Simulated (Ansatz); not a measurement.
## Al: the change of energy above lowest point and pressure with volume scale

All results are calculated (Ansatz 0.2.0). Free energy against uniform scaling of the volume at fixed shape and fractions; periodic cell, basis, potentials, k mesh and filling as listed.

The cell before it is scaled or strained (space group Fm-3m, No. 225):
```
cell vectors (Å)
   0.0000     2.0315     2.0315
   2.0315     0.0000     2.0315
   2.0315     2.0315     0.0000
atoms (fractions of the cell vectors)
Al  0.00000  0.00000  0.00000
```

Settings of every row: functional PBE; dispersion none; potentials PAW; wave cutoff 500 eV; density cutoff 2000 eV; k mesh 10x10x10; k shift 0x0x0; occupations fermi dirac; smearing width 0.1 eV; spin none.

Limits: coarse k mesh, up to 40 meV an atom off.

```
row  volume scale  V (Å³/atom)  energy above lowest point (meV/atom)  pressure (GPa)
  1        0.9406       15.772                                   7.3            3.73
  2        0.9703        16.27                                     0            1.07
  3             1       16.768                                   0.2           -1.15
  4        1.0297       17.266                                     ?               ?
  5        1.0594       17.764                                  18.6           -4.58
```

Question: what energy above lowest point and pressure should row 4 give?

Worked fit of energy above lowest point. Take u = (V_r/V)^(2/3) − 1 with V_r = 16.519 Å³ an atom, which is twice the finite (Eulerian) strain; such expansions in the strain, on which the Birch-Murnaghan equation of state is built, carry the rest volume and the bulk modulus. The shown rows have u = 0.03133, 0.01018, -0.00992, -0.04729. Least squares give energy above lowest point = −0.75 − 8.8 × u + 8469 × u² meV/atom; a straight line predicts inner rows, each left out in turn, worse (root mean square 8.2 against 0.076 meV/atom). All shown rows lie on it to the printed digit. Its lowest point lies at u = 0.0005, or V = 16.51 Å³ an atom, and the curvature there gives the bulk modulus at fixed shape and fractions, B = (4/9)(1 + u)² E″(u)/V = 73.1 GPa. The withheld row has u = -0.02905, so the fit gives −0.75 − 8.8 × (-0.02905) + 8469 × (-0.02905)² = 6.7 meV/atom.

The calculation gave 6.8 meV/atom. The fit lies 0.1 meV/atom (1.5 % of the value, 0.54 % of the column's range) below it, one unit of the last digit.

Worked fit of pressure. Take u = (V_r/V)^(2/3) − 1 with V_r = 16.519 Å³ an atom, which is twice the finite (Eulerian) strain; such expansions in the strain, on which the Birch-Murnaghan equation of state is built, carry the rest volume and the bulk modulus. The shown rows have u = 0.03133, 0.01018, -0.00992, -0.04729. Least squares give pressure = −0.088 + 111.09 × u + 341 × u² GPa; a straight line predicts inner rows, each left out in turn, worse (root mean square 0.33 against 0.017 GPa). The rows lie off it by 0.00, -0.01, 0.01, 0.00. The pressure vanishes at u = 0.0008, or V = 16.5 Å³ an atom, and there the bulk modulus at fixed shape and fractions is B = −V dP/dV = (2/3)(1 + u) dP/du = 74.5 GPa. The withheld row has u = -0.02905, so the fit gives −0.088 + 111.09 × (-0.02905) + 341 × (-0.02905)² = -3.03 GPa.

The calculation gave -3.01 GPa. The fit lies 0.02 GPa (0.24 % of the column's range) below it; its largest miss of a shown row is 0.01 GPa.
